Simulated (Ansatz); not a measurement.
# Range of the Fe–Fe exchange couplings in LiFePO4 (Pnma) from PBEsol+U at U = 4.5 eV

We calculate the exchange couplings $J$ between Fe moments in antiferromagnetic LiFePO4 and ask how far they reach, where they change sign and which of them fix the order. Positive $J$ favours parallel moments, and each shell's part in the mean field is counted relative to the calculated state. Values are for rigid moments unless constrained ones are named.

The couplings are antiferromagnetic out to 6.56 Å, and beyond that they are almost zero. Within this range they do not fall steadily. The row that fits worst is the shell at 6.01 Å: its $J$ of −0.464 meV is over five times that at 4.69 Å, and it acts between moments that the state holds parallel.

## How the numbers were made

One system, LiFePO4 (Pnma), in the lowest of the collinear states that were tried (antiferromagnetic, 28 atom(s), 4 counted as magnetic, largest moment 3.42 muB), from measured cells of the Crystallography Open Database (measured order: antiferro (arxiv:cond-mat/0508480)). Ansatz 0.2.0, plane waves with its default PAW datasets, cutoff 420 eV, collinear spins without spin-orbit coupling, Fermi-Dirac smearing of 0.1 eV. The k mesh is 4×6×8 and the sums for the couplings run over 4×6×8. Functional: PBEsol, Dudarev U (eV) Fe 4.5. The couplings come from the magnetic force theorem at rigid moments: each moment turns with its exchange field frozen. A second set is taken at constrained moments: the directions are held and the rest of the density and field relaxes in linear response. The mean-field temperature from all couplings of the first set is 57 K. Shells are pairs of one length, elements and relative sign; shells whose pairs differ much, and those beyond half the range that the mesh resolves, are left out. By the count of bands on its mesh the state is insulating, with a gap of 3.98 eV.

Notes on method and selection:

- J is defined by E = -sum over ordered pairs (each pair twice) of J e_i.e_j with unit vectors e, a classical Heisenberg model without biquadratic or multi-spin terms, so J > 0 favours parallel moments and the moment's size is inside J.
- The state is the lowest of a few collinear starts and need not be the true ground state; spin-orbit coupling is left out.
- Far couplings are the most sensitive to the k mesh.
- Couplings at rigid moments can miss in size and sometimes in sign.
- Ansatz's own search for a lower self-consistent state was switched off in these runs, so a run may rest in a state that is not the lowest for its pattern of moments.
- In insulators under a U, antiferromagnetic superexchange from these couplings can differ by one to four tenths from that of total energies at the same settings (constrained couplings mostly lie weaker), so a match with experiment does not fix U.
- Runs whose couplings were flagged as in doubt, moved by over 30 per cent with the upper empty bands, lost their pattern of moments or rest on unlike orbital states are not listed.
- For crystals with 4f or 5f elements only couplings at constrained moments are used, since rigid ones can be several times too large.
- Runs that did not converge, have known faults or may not be shown are not listed, and runs on Ansatz's PAW sets soft_1 and soft_2 are kept to separate tables.

Columns:

- distance (Å): distance of the pair.
- neighbours: such neighbours per magnetic atom.
- pair: elements and relative sign of the two moments in this state.
- J, rigid (meV): mean J of the shell at rigid moments.
- J, constrained (meV): mean J of the same pairs at constrained moments.
- part in mean field (meV): J times neighbours times the relative sign, first set: the shell's part in the mean field that holds this state (negative: it works against the state).

Input lines of one member:

```
magnetization:
  spin_polarized: true
kpoints:
  mp_grid: { grid: [4, 6, 8] }
  band_path:
    path:
      - [0.0, 0.0, 0.0]
      - [0.5, 0.0, 0.0]
      - [0.5, 0.5, 0.0]
      - [0.0, 0.0, 0.0]
      - [0.0, 0.0, 0.5]
      - [0.5, 0.5, 0.5]
      - [0.0, 0.5, 0.0]
    npoints: 11
hamiltonian:
  xc: pbesol
  hubbard:
    sites: [{ species: Fe, l: d, u_eff: 4.5, starting_ns: occupation_matrices }]
scf:
  occupations: { method: fermi_dirac, width: 0.1 }
  lower_state_search: "off"
output:
  write_bands: true
  eigenstates:
    nscf_kmesh: { grid: [4, 6, 8] }
    top_band: c192
    exchange_couplings: { magnetic: [{ species: Fe }], moments: rigid }
```

Command (options for logging and memory left out): `ansatz run input.yaml`

## Data

| member | distance (Å) | neighbours | pair | J, rigid (meV) | J, constrained (meV) | part in mean field (meV) |
| --- | --- | --- | --- | --- | --- | --- |
| Fe–Fe at 3.87 Å, opposed | 3.87 | 4 | Fe–Fe, opposed | −1.77967 | −1.58693 | 7.11868 |
| Fe–Fe at 4.69 Å | 4.69 | 2 | Fe–Fe, parallel | −0.08662 | −0.05233 | −0.17324 |
| Fe–Fe at 5.41 Å, opposed | 5.41 | 2 | Fe–Fe, opposed | −0.79675 | −0.67767 | 1.59350 |
| Fe–Fe at 5.58 Å | 5.58 | 2 | Fe–Fe, parallel | −0.05559 | −0.01877 | −0.11118 |
| Fe–Fe at 5.77 Å | 5.77 | 2 | Fe–Fe, parallel | −0.11007 | −0.06331 | −0.22014 |
| Fe–Fe at 6.01 Å | 6.01 | 2 | Fe–Fe, parallel | −0.46423 | −0.36910 | −0.92846 |
| Fe–Fe at 6.56 Å, opposed | 6.56 | 2 | Fe–Fe, opposed | −0.01182 | −0.00753 | 0.02364 |
| Fe–Fe at 7.01 Å, opposed | 7.01 | 2 | Fe–Fe, opposed | 0.00006 | −0.00082 | −0.00012 |
| Fe–Fe at 7.32 Å, opposed | 7.32 | 2 | Fe–Fe, opposed | −0.00170 | −0.00127 | 0.00340 |
| Fe–Fe at 7.62 Å | 7.62 | 4 | Fe–Fe, parallel | 0.00122 | 0.00143 | 0.00488 |
| Fe–Fe at 7.68 Å, opposed | 7.68 | 4 | Fe–Fe, opposed | −0.00167 | −0.00094 | 0.00668 |
| Fe–Fe at 7.93 Å, opposed | 7.93 | 2 | Fe–Fe, opposed | −0.00029 | −0.00008 | 0.00058 |
| Fe–Fe at 8.20 Å | 8.20 | 4 | Fe–Fe, parallel | −0.00019 | −0.00025 | −0.00076 |
| Fe–Fe at 8.20 Å, opposed | 8.20 | 2 | Fe–Fe, opposed | −0.00045 | 0.00026 | 0.00090 |
| Fe–Fe at 8.33 Å | 8.33 | 4 | Fe–Fe, parallel | −0.00227 | −0.00162 | −0.00908 |
| Fe–Fe at 8.54 Å | 8.54 | 2 | Fe–Fe, parallel | −0.00025 | 0.00001 | −0.00050 |

## Interpretation

The strongest coupling, −1.78 meV at 3.87 Å, joins Fe ions that share an oxygen within layers normal to the long axis $a$. This is ordinary superexchange, $J \propto -t^2/U$, with $t$ the effective Fe–Fe hopping through the ligands. With four neighbours it supplies 7.12 meV of the mean field and sets neighbouring moments in a layer antiparallel.

The next five shells, from 4.69 to 6.01 Å, have no common oxygen but are linked through phosphate groups. Each phosphate binds five Fe ions, and the pairs among these five make up exactly the first six shells. The 6.56 Å pairs share no phosphate, which is the likely reason for the drop from −0.464 to −0.012 meV over about half an ångström. The range thus seems to be set by the bridges more than by the length.

The shell at 5.41 Å has two phosphate bridges per pair and reaches −0.797 meV. It decides how the layers stack. The parts of the four interlayer shells up to 6.56 Å add to 1.594 − 0.111 − 0.220 + 0.024 = 1.287 meV. Reversing every second layer would change the sign of this sum and cost 2 × 1.287 = 2.57 meV per Fe. Without the 5.41 Å shell the sum would be negative and the other stacking would win.

The shells at 4.69, 5.58 and 5.77 Å have one phosphate bridge per pair, as does the one at 6.01 Å. Their mean is −(0.087 + 0.056 + 0.110) / 3 = −0.084 meV. If the number of bridges were all that mattered, the 6.01 Å shell should have given about −0.08 meV.

## Outliers

In relative terms the 5.58 Å shell depends most on the treatment among the phosphate-linked pairs: it falls from −0.056 to −0.019 meV at constrained moments, a loss of two thirds, against 11 per cent for the nearest shell.

From 7.01 Å outwards no coupling exceeds 0.0023 meV in size. The shell at 7.62 Å is positive in both sets, while those at 7.01 Å, 8.20 Å (opposed) and 8.54 Å change sign between the sets. These signs have no bearing on the order, and we read no oscillation into them.

## Suspects and checks

The 6.01 Å coupling exceeds the estimate by −0.464 + 0.084 = −0.380 meV.

A finite $k$ mesh folds distant couplings onto near ones. The listed couplings beyond 6.56 Å are over a hundred times smaller than the excess, so folding is an unlikely source. Freezing the exchange field does strengthen this shell, but by only 0.095 meV. At constrained moments the other three average (0.052 + 0.019 + 0.063) / 3 = 0.045 meV in size, and this shell is still 0.369 / 0.045 = 8.2 times as strong. Too small a $U$ would strengthen superexchange in every shell, not in this one alone.

Two physical suspects remain. The first is the shape of the path. Along $b$ the route Fe–O···O–Fe across the phosphate is fairly straight, whereas in the three weak shells it bends sharply at one oxygen or both. A straighter route gives a larger $t$ and a more negative $J$, as required. The 5.41 Å shell, also on fairly open routes, gives −0.797 / 2 = −0.40 meV per bridge if its two bridges simply add. The second suspect is the orbital that holds the sixth d electron of Fe²⁺, since another choice could strengthen or weaken particular routes.

The checks, cheapest first:

1. Compare the existing runs on other $k$ meshes. A sampling error would move this shell towards −0.08 meV on denser meshes; a real coupling would stay.
2. Compare the existing runs at other $U$. If $U$ merely scales superexchange, the ratio to the 5.41 Å shell, now 0.58, should change little.
3. Start the same cell from other d occupations. A lower state with a much weaker 6.01 Å coupling would point to the orbital; a similar coupling in each state would favour the path.
4. Double the cell along $b$ and take total energies for the four settings of two Fe moments 6.01 Å apart. With two such links between them, $E_{\uparrow\uparrow}+E_{\downarrow\downarrow}-E_{\uparrow\downarrow}-E_{\downarrow\uparrow} = -16J$. This is 16 × 0.464 = 7.4 meV for the tabulated coupling and 16 × 0.084 = 1.3 meV for the estimate, a contrast that survives the usual disagreement between the two methods.

We favour the path, because it also explains the strong 5.41 Å shell.

## Conclusions and limits

For this state and this $U$, exchange beyond 6.56 Å can be neglected. The 3.87 Å shell orders each layer and the 5.41 Å shell stacks the layers, while the 6.01 Å shell is the main opponent, taking 0.93 meV from the mean field.

Two omissions matter more than the weak shells. Spin-orbit coupling gives Fe²⁺ a single-ion anisotropy, which selects the spin axis and tends to raise the ordering temperature. Correlated spin fluctuations act the other way, typically by some tens of per cent, so the mean-field 57 K is too high for these couplings.

[Logs are printed without paths, hosts, clocks, repeated set-up lines and the standing remarks that a program may print on its own settings, such as how far it seeks lower states.]
